# Why Hartree–Fock ionises GeF almost correctly

## Counting electrons

The GeF molecule has eleven electrons outside its frozen cores, four from germanium and seven from fluorine. Their correlation energy, the lowering that Hartree–Fock leaves out because each electron feels only the average of the others, comes to 7.32 eV in the neutral molecule, in the small basis used here. Shared equally, that makes about 0.67 eV for each electron. Ionisation removes one electron and, on this count, one share.

The neutral molecule would then lose more by the neglect of correlation than the cation does. Its Hartree–Fock energy would lie too high by one extra share, and the ionisation energy would come out too low by about 0.67 eV. The calculation finds an effect some fifty times smaller.

Vertical ionisation energy of GeF (neutral doublet to singlet cation) at each level, relative to UCCSDTQ, calculated with Ansatz 0.2.0. All levels use the cc-pVDZ basis without relativity, at a fixed PBE0/def2-TZVP geometry (Ge–F 1.76 Å). The correlated wavefunction methods keep the atomic cores frozen, including Ge 3d.

| level | this level less the reference (UCCSDTQ, same basis) (meV) |
| --- | --- |
| RHF | -15.0 |
| UHF | 86.0 |
| RMP2 | -47.0 |
| UMP2 | -52.0 |
| RCCSD | 44.0 |
| UCCSD | 49.0 |
| RCCSD(T) | 2.0 |
| UCCSD(T) | 5.0 |
| BCCD(T) | -3.0 |
| RCCSDT | 0.0 |
| UCCSDT | 3.0 |
| RCCSDT(Q) | -11.0 |
| UCCSDT(Q) | -4.0 |
| RCCSDTQ | -3.0 |
| PBE | 180.0 |
| r2SCAN | 435.0 |
| PBE0 | 365.0 |
| B3LYP | 323.0 |
| wB97M-V | 215.0 |
| B2PLYP | 137.0 |
| RPA-PBE | 159.0 |

Each entry is the vertical ionisation energy at one level less that of the reference, so a positive value means that the electron is held too tightly. The letter R marks a restricted start, in which paired electrons share one orbital. The letter U marks an unrestricted start, in which the two spins may have different orbitals. RHF, with no correlation at all, lies only 15 meV below the reference.

## Three explanations

Three readings of this small error compete, and they differ in what they say about correlation.

- **Weak correlation.** GeF is a simple molecule, and Hartree–Fock already describes it well.
- **Equal shares.** Every electron carries the same part of the correlation energy, and some other error of Hartree–Fock hides the lost share.
- **Conserved pairs.** Correlation belongs mainly to pairs of electrons in the same orbital, and this ionisation breaks no pair.

The first is the tempting one, since a good result invites trust in the method that gave it. It fails at once. The correlation energy of the neutral molecule is larger than the whole ionisation energy, which is about 7.16 eV. Hartree–Fock neglects a great deal here and still gets the difference right.

## An error is a difference of two omissions

The ionisation energy is the energy of the cation less that of the neutral molecule. Let M⁺ be the correlation energy that a method misses in the cation, and M⁰ the amount that it misses in the neutral molecule. An omission in the cation raises the ionisation energy, and one in the neutral molecule lowers it:

error of the ionisation energy = M⁺ − M⁰

This is an identity, true of any method that starts from Hartree–Fock and recovers part of the correlation. It becomes useful once both omissions are known. For the neutral molecule the correlation energy comes directly from the calculation. For the cation it follows from the change of the ionisation energy between two levels.

Here is the estimate in full for RHF. Coupled cluster with full quadruple excitations, from the same restricted start, gives 7.157 eV for the ionisation energy, and RHF gives 7.145 eV. Correlation therefore raises the ionisation energy by 0.012 eV, and the cation must have that much less of it than the neutral molecule. With 7.318 eV in the neutral molecule, 7.306 eV remain in the cation.

One electron has gone, and the correlation energy has hardly changed. This removes the second explanation as well: there is no lost share of 0.67 eV for another error to hide. RHF misses more than 7 eV on each side, and the two omissions cancel almost completely.

## Counting pairs

The third explanation starts from the way in which electrons avoid each other. Two electrons of the same spin are kept apart by the Pauli principle, and Hartree–Fock includes this. Two electrons of opposite spin in one orbital occupy the same region of space, and Hartree–Fock lets them come too close. On this view, most of the correlation energy belongs to doubly occupied orbitals.

The neutral molecule has five such orbitals among its correlated electrons, and one further electron alone in a π orbital. Ionisation takes that single electron. Five pairs are present before and five after, so the simplest pair count predicts no change of the correlation energy. It has no adjustable constant, and it misses the computed change by only 12 meV.

The agreement is better than the model deserves. In second-order perturbation theory (MP2), about a quarter of the pair correlation energy of the neutral molecule comes from electrons of the same spin. Such electrons always sit in different orbitals. Electrons of opposite spin in different orbitals correlate too, usually at least as strongly, so the pairs within one orbital probably hold no more than about half of the total. The premise of the third explanation is therefore doubtful, even though its count comes out right. The single π electron must take some of it away when it leaves, and for the total to stay level the remaining electrons must gain about as much.

## What could fill the gap

Standard theory offers a source for this gain. In the usual picture of the bond, germanium keeps a pair of electrons in its 4s orbital, and the single π electron sits mostly in a germanium 4p orbital close above it in energy. A 4s pair lowers its energy by mixing in configurations in which both electrons have moved to a 4p orbital. This lets them stay on opposite sides of the atom.

In the neutral molecule one of the two places in that π orbital is taken, so the 4s pair cannot move into it together. In the cation both places are free. The pair gains a new way to correlate at the moment when the π electron takes its own correlation away. The two effects have opposite signs, and each could amount to some tenths of an electronvolt.

This part is an argument from theory. The numbers show that the total stays level, and they show that correlation between orbitals matters. They don't show that the 4s pair supplies the compensation.

## A better energy and a worse difference

UHF provides a useful control. It allows the two spins different orbitals, so the paired electrons can respond to the single electron, which repels them differently according to their spin. This spin polarisation lowers the energy of the neutral molecule by 101 meV. The cation has no unpaired electron to respond to, and its energy stays where it was. Unrestricted solutions can drift towards a higher spin, but here the drift is slight: the squared spin of the neutral molecule is 0.764, where a pure doublet has 0.75.

The ionisation energy rises by the same 101 meV, and the error goes from −15 to +86 meV. By the usual measure UHF is the better method, since its total energy is lower and closer to the correlated one. But it mends the omission on one side only. What RHF had in its favour was balance, and UHF gives part of it up.

The difference between the two starts nearly vanishes once correlation is treated explicitly. With single and double excitations in coupled cluster (CCSD), the restricted and unrestricted results are 5 meV apart. Spin polarisation is one of the things that these excitations recover, whichever orbitals they begin from.

## Half-way up the ladder

The same identity explains why the first correlated methods do no better than RHF. Restricted MP2 recovers most of the correlation energy but still misses 0.53 eV in the neutral molecule and 0.49 eV in the cation. The neutral molecule is the worse served, and the ionisation energy comes out too low, by 47 meV against the reference.

Restricted CCSD misses much less, 0.18 eV in the neutral molecule and 0.22 eV in the cation. Now the cation is the worse served, and the error changes sign to +44 meV. The omissions have shrunk by more than half, while the error of the difference has kept its size. A method can come much closer to both total energies without coming closer to their difference.

Triple excitations restore the balance. Treated as a perturbation, they lower the neutral molecule by 146 meV and the cation by 188 meV, which takes the restricted error from 44 to 2 meV. A larger contribution in the cation is what a newly opened way of correlating might produce, though other causes could produce it too.

From this level upwards all coupled-cluster results lie within 11 meV of the reference. Restricted and unrestricted starts still differ by 3 meV with full quadruple excitations, so errors of that size give no ranking. The notes supplied with the data warn of a large T1 diagnostic, a sign that a single determinant may be a poor start. That warning comes from the data makers' tests on other systems, and the coupled-cluster runs themselves raise none. Their T1 values still call for some care. For the neutral molecule the value is about 0.02, close to the usual limit, and for the cation it is larger and above that limit, so a single determinant may serve the cation less well. Even so, the step from full triples to full quadruples moves the restricted result by just 3 meV.

## Where the pair count stops

The density functionals, and the random-phase approximation built on PBE, all give too large an ionisation energy, by 137 to 435 meV. Pair counting doesn't predict these errors, and an ordinary functional doesn't even divide the energy into Hartree–Fock plus a sum over pairs. Nor does the amount of exact exchange put them in order. Adding exact exchange to PBE, which makes PBE0, raises the result by 185 meV, but r2SCAN has none and lies 255 meV above PBE.

The basis set also affects this comparison. In a basis as small as cc-pVDZ, correlated methods usually give ionisation energies that are too low, because they need many functions to describe how electrons avoid each other. Ordinary functionals need fewer. Part of their positive error may therefore belong to the reference.

The same caution applies to RHF. In a larger basis correlation would probably raise the ionisation energy by more than 12 meV, and RHF would then look less accurate. The cancellation of several electronvolts would remain, but an error as small as 15 meV probably wouldn't. A comparison with experiment would also need relativity and the spin–orbit splitting of the neutral molecule.

## A rule, and what it leaves open

For a neighbouring case, the first thing to ask is which electron leaves. If it was alone in its orbital, no pair is broken, and the omissions of Hartree–Fock can cancel at least in part. How far they do depends on the correlation between orbitals, so an error as small as that in GeF can't be counted on. If it came from a pair, the neutral molecule has one pair more than the cation, and Hartree–Fock usually gives too low an ionisation energy.

What remains open in GeF is the size of the two parts that cancel. A calculation on the cation could decide it by forbidding the 4s pair those excitations that use the place left by the π electron. If the ionisation energy then rose by some tenths of an electronvolt, the 4s pair would be shown to supply the compensation. If it hardly moved, the gain would have to come from somewhere else.
